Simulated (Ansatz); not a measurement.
## Swapping OH for F on Ti: the dipole moment

On one Ti centre that keeps NH2, n of the OH ligands are replaced by F. The dipole moment y in D at wB97M-V/def2-TZVPP. Shapes: PBE0-D4/def2-TZVP. Flexible molecules stand in one conformer, not always the lowest. Programs: Ansatz 0.2.0.

| molecule | n | y (D) |
| --- | --- | --- |
| Ti(NH2)(OH)3 | 0 | 1.47 |
| Ti(NH2)(OH)2F | 1 | ? |
| Ti(NH2)(OH)F2 | 2 | 2.59 |
| Ti(NH2)F3 | 3 | 2.80 |

Q: Fit y = c + s·n to the known rows and predict Ti(NH2)(OH)2F.

A: 
1. Means of the 3 rows: n = 1.66667, y = 2.287.
2. Σ(Δn)² = 4.6667, Σ(Δn·Δy) = 2.1467, so the slope is 2.1467/4.6667 = 0.46.
3. Intercept: 2.287 − (0.46) × 1.66667 = 1.520. The largest residual of the fit is 0.15.
4. Ti(NH2)(OH)2F: 1.520 + (0.46) × 1 = 1.98 D.

The run gave 2.08 D, so the prediction is off by -0.10 D, within the largest residual. The step per swap drifts from +0.61 to +0.21 D. Other levels give for Ti(NH2)(OH)2F: PBE-D4/def2-TZVPP 2.04; r2SCAN-D4/def2-TZVPP 2.08; B3LYP-D4/def2-TZVPP 2.11 D.

The dipole moment rises with every replacement of OH by F, but by less each time, so a straight line captures the direction of the trend and misses its curvature. Fluorine is more electronegative than oxygen and a weaker π donor to the empty Ti d orbitals. It also lacks the O–H bond, whose positive hydrogen end can offset part of the Ti–O polarity. Fluorination therefore probably builds up negative charge on the side of the molecule facing away from the amide, whose hydrogens carry positive charge.

The shrinking increments suggest that the bond contributions add as vectors: components transverse to the Ti–N axis can add to the moment in the mixed species but largely cancel among three equivalent fluorides. Competition between the ligands for charge from the same metal centre may also contribute. For the singly fluorinated molecule, the spread among functionals is much smaller than the change on either neighbouring swap, so its intermediate position does not hinge on the functional. Total moments alone cannot separate charge transfer from the orientation of the OH groups.
